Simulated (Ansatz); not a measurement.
## CH4Si (SMILES C=[SiH2]): where methods fail along a bond

CH4Si: 6 atoms, total charge 0, spin state singlet. As SMILES, `C=[SiH2]`. The coordinates come from a GFN2-xTB relaxation.

```xyz
6

C    -0.7387   -0.5472   -0.2651
Si    0.6113    0.4518    0.2183
H    -1.4085   -0.9966    0.4481
H    -0.9629   -0.7582   -1.2967
H     0.9530    0.7660    1.6007
H     1.5459    1.0842   -0.7053
```

The Si2–H6 distance is scanned; the parts on either side stay rigid. Basis STO-3G, 6 core orbitals frozen in the correlated methods; program Ansatz 0.2.0. FCI is exact within this basis and core. Energies in eV from each method's value at 1.458 Å; methods without a U are spin-restricted. The shape above is that at 1.458 Å.

```csv
distance (Å),PBE,revPBE,B3LYP,wB97M-V,RPA@PBE,CCSD(T),BCCD(T),FCI
1.458,0.00,0.00,0.00,0.00,0.00,0.00,0.00,0.00
1.823,1.06,1.04,1.16,1.25,1.09,1.13,1.13,1.13
2.187,2.80,2.76,3.02,3.23,2.85,2.79,2.79,2.78
2.916,5.51,5.43,5.95,6.53,5.29,4.44,4.45,4.53
3.646,6.75,6.63,7.35,8.33,5.89,4.55,4.57,4.80
```

Departure from the FCI curve at its largest: PBE +1.95 eV at 3.65 Å; revPBE +1.84 eV at 3.65 Å; B3LYP +2.55 eV at 3.65 Å; wB97M-V +3.53 eV at 3.65 Å; RPA@PBE +1.10 eV at 3.65 Å; CCSD(T) -0.25 eV at 3.65 Å; BCCD(T) -0.23 eV at 3.65 Å. Restricted functionals keep the electrons paired too, and rise too high.

Up to 2.187 Å, CCSD(T) and BCCD(T) stay almost on the FCI curve, whereas PBE's near agreement there is a crossing: it lies below FCI at 1.823 Å and well above it farther out. As the Si–H σ and σ* orbitals approach degeneracy, the exact singlet becomes two spin-coupled radicals, while a closed-shell determinant retains spurious ionic H⁺/H⁻ character. Semilocal exchange mimics part of the missing left-right correlation. Exact exchange removes that compensation, which probably explains why B3LYP and especially wB97M-V rise more steeply than PBE.

RPA recovers more of this correlation as the gap narrows, but not enough over this range. The coupled-cluster curves err the other way, most likely because perturbative triples overcorrect when energy denominators shrink. Brueckner orbitals barely help, which suggests that the orbital choice is not the main problem. The ranking therefore reflects how each method handles strong left-right correlation, not its general accuracy for silene, and the minimal basis rules out reading the FCI rise as a quantitative Si–H bond energy.
